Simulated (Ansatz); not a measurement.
Ta: energy above lowest point against volume scale

All results are calculated (Ansatz 0.2.0). Free energy against uniform scaling of the volume at fixed shape and fractions; periodic cell, basis, potentials, k mesh and filling as listed.

The cell before it is scaled or strained (space group P6_3/mmc, No. 194):
```
cell vectors (Å)
   2.9004     0.0000     0.0000
  -1.4502     2.5118     0.0000
   0.0000     0.0000     5.1663
atoms (fractions of the cell vectors)
Ta  0.66667  0.33333  0.75000
Ta  0.33333  0.66667  0.25000
```

Settings of every row: functional PBEsol; dispersion none; potentials all-electron LAPW; k mesh 11x11x6; k shift 0x0x0; occupations gaussian; smearing width 0.1 eV; spin none; basis error target 0.002 eV/atom.

Limits: coarse k mesh, up to 40 meV an atom off; no spin-orbit coupling, which can matter with elements this heavy; the cell comes from a prototype or a list of computed structures and needn't be the stable phase.

```
row  volume scale  V (Å³/atom)  energy above lowest point (meV/atom)
  1          0.94        17.69                                   6.4
  2          0.96       18.066                                     0
  3          0.98       18.442                                   3.6
  4             1       18.819                                  16.3
  5          1.02       19.195                                     ?
  6          1.04       19.572                                  65.6
  7          1.06       19.948                                 100.6
```

Question: what energy above lowest point should row 5 give?

Worked fit of energy above lowest point. Take u = (V_r/V)^(2/3) − 1 with V_r = 18.63 Å³ an atom, which is twice the finite (Eulerian) strain; such expansions in the strain, on which the Birch-Murnaghan equation of state is built, carry the rest volume and the bulk modulus. The shown rows have u = 0.03512, 0.02071, 0.00678, -0.00671, -0.03235, -0.04455. Least squares give energy above lowest point = 8.85 − 946.4 × u + 24977 × u² meV/atom; a straight line predicts inner rows, each left out in turn, worse (root mean square 16 against 0.038 meV/atom). All shown rows lie on it to the printed digit. Its lowest point lies at u = 0.0189, or V = 18.11 Å³ an atom, and the curvature there gives the bulk modulus at fixed shape and fractions, B = (4/9)(1 + u)² E″(u)/V = 204 GPa. Letting shape and atoms relax would as a rule lower it, by much in layered, chain or molecular crystals. The withheld row has u = -0.01972, so the fit gives 8.85 − 946.4 × (-0.01972) + 24977 × (-0.01972)² = 37.2 meV/atom.

The calculation gave 37.2 meV/atom. The fit meets it to the printed digit.
